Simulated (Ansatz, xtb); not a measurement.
## Ranking isomers of FGaH6O2Si2

8 gas-phase structures of FGaH6O2Si2, from a drawn sample of its isomers (lower ones may exist). Each was relaxed with GFN2-xTB; where two conformers were screened, the lower at r2SCAN-D4/def2-SVP is listed:

A. `F[SiH2][O][GaH][O][SiH3]`, a singlet
B. `[F][Ga]([O][SiH3])[O][SiH3]`, a singlet
C. a singlet given by its coordinates
D. `F[Si@H](O[SiH3])[O][GaH2]`, a singlet
E. `[F][GaH][O][SiH2]O[SiH3]`, a singlet
F. `[OH][Ga]([F])[SiH2]O[SiH3]`, a singlet
G. a singlet given by its coordinates
H. `F[SiH2]O[SiH2][O][GaH2]`, a singlet

G (Å):

```json
{"atom": "F", "x (Å)": "-1.2983", "y (Å)": "-0.3623", "z (Å)": "0.6373"}
{"atom": "Ga", "x (Å)": "-1.7857", "y (Å)": "1.7807", "z (Å)": "0.7834"}
{"atom": "O", "x (Å)": "0.9597", "y (Å)": "-0.2279", "z (Å)": "2.0282"}
{"atom": "O", "x (Å)": "-0.2851", "y (Å)": "2.0979", "z (Å)": "1.7277"}
{"atom": "Si", "x (Å)": "0.0349", "y (Å)": "-1.2316", "z (Å)": "1.2341"}
{"atom": "Si", "x (Å)": "1.0091", "y (Å)": "1.4145", "z (Å)": "2.3648"}
{"atom": "H", "x (Å)": "0.6315", "y (Å)": "-1.6587", "z (Å)": "-0.0163"}
{"atom": "H", "x (Å)": "-0.6441", "y (Å)": "-2.1525", "z (Å)": "2.1240"}
{"atom": "H", "x (Å)": "2.2192", "y (Å)": "1.8628", "z (Å)": "1.6890"}
{"atom": "H", "x (Å)": "0.9608", "y (Å)": "1.4555", "z (Å)": "3.8199"}
{"atom": "H", "x (Å)": "-1.6930", "y (Å)": "2.1530", "z (Å)": "-0.7080"}
{"atom": "H", "x (Å)": "-3.0684", "y (Å)": "1.6754", "z (Å)": "1.6286"}
```

Close contacts (Å): F1–Ga2 2.20, F1–Si5 1.70, Ga2–O4 1.80, O3–Si5 1.58, O3–Si6 1.68, O4–Si6 1.60, Ga2–H11 1.54, Ga2–H12 1.54, Si5–H7 1.45, Si5–H8 1.45, Si6–H9 1.46, Si6–H10 1.46.

C (Å):

```xyz
12

F     1.6649   -0.5631   -2.0055
Ga    1.7033   -0.3487    1.7452
O     0.4616    0.3974    0.0871
O     1.8267   -1.6773    0.4185
Si    0.8954   -1.0379   -0.6886
Si   -0.3590    1.6820   -0.5468
H    -0.3005   -1.7406   -1.0757
H     0.4582    2.2481   -1.6163
H    -1.6261    1.1469   -1.0448
H    -0.4991    2.5422    0.6240
H     2.8972    0.6197    1.8401
H     0.6783   -0.6564    2.8531
```

Close contacts (Å): F1–Si5 1.60, Ga2–O3 2.20, Ga2–O4 1.88, Ga2–Si5 2.66, O3–Si5 1.69, O3–Si6 1.65, O4–Si5 1.58, Ga2–H11 1.54, Ga2–H12 1.54, Si5–H7 1.44, Si6–H8 1.46, Si6–H9 1.46, Si6–H10 1.46.

Task: Which do you expect lowest at r2SCAN-D4/def2-SVP, and how would the others follow?

Result: Calculated order at r2SCAN-D4/def2-SVP: G (0.0), C (3.1), D (3.2), H (8.8), A (16.1), E (17.7), B (35.6), F (48.2) kcal/mol. Less than 1 kcal/mol parts C and D, so the order within that pair means little.

Energies above the lowest of each column, in kcal/mol; the last columns are at PBE0-D4/def2-SVP geometries and were run for some of them only (a dash: not run or not comparable):

| structure | GFN2-xTB | HF/STO-3G | r2SCAN-D4/def2-SVP | PBE0-D4/def2-SVP | CCSD(T)/def2-SVP + ΔMP2/def2-TZVPP |
| --- | --- | --- | --- | --- | --- |
| G | 0.0 | 1.3 | 0.0 | 0.0 | 0.4 |
| C | 14.0 | 0.0 | 3.1 | 3.1 | 2.1 |
| D | 16.7 | 16.4 | 3.2 | 2.5 | 0.0 |
| H | 15.1 | 22.2 | 8.8 | – | – |
| A | 23.6 | 9.9 | 16.1 | – | – |
| E | 7.6 | 29.2 | 17.7 | – | – |
| B | 34.4 | 23.4 | 35.6 | 34.0 | 35.5 |
| F | 25.2 | 63.2 | 48.2 | – | – |

CCSD(T)/def2-SVP + ΔMP2/def2-TZVPP puts D lowest of those it was run on, with G within 1 kcal/mol; HF/STO-3G picks C. CCSD(T)/def2-SVP + ΔMP2/def2-TZVPP orders those it was run on as D (0.0), G (0.4), C (2.1), B (35.5) kcal/mol. Less than 1 kcal/mol parts D and G, so the order within that pair means little. Some further structures that were screened fall inside this span and aren't listed. Flexible structures stand in one conformer each, not always the lowest. Frequencies (GFN2-xTB) were run for B, C, D, G alone. The ΔMP2 step shifts differences by up to 9.9 kcal/mol, which makes them less sure. ΔMP2 is the change of the MP2 energy from the smaller to the larger basis.

Over these structures GFN2-xTB departs from r2SCAN-D4/def2-SVP by 9.1 kcal/mol on average once a common shift is removed. A GFN2-xTB relaxation took about 0.24 s and the r2SCAN-D4/def2-SVP energy about 1.7 s on a shared host (Ansatz 0.2.0, xtb 6.7.1).

The ranking follows how many Si–O and Si–F bonds each isomer keeps. The four lowest, G, C, D and H, have fluorine and three Si–O links on silicon and leave gallium as a GaH2 group. A and E each give up one such bond, and B and F two. Silicon binds these hard, electronegative partners more strongly than gallium does, which outweighs the exchange of Si–H for Ga–H. F also carries a Ga–Si bond, which probably adds to its penalty.

Within the lowest group, G is H closed into a six-membered ring by fluorine donating into the empty gallium p orbital; the Si–F bond stretches to 1.70 Å in return. C is likewise D with a siloxane oxygen bound to gallium, but that four-membered ring is strained and its donor weak, so closure gains little.

The preference for silicon-bound fluorine and oxygen is therefore better supported than any choice between G and D, where a small basis may overbind the closed form. Entropy would probably favour the open D on warming.
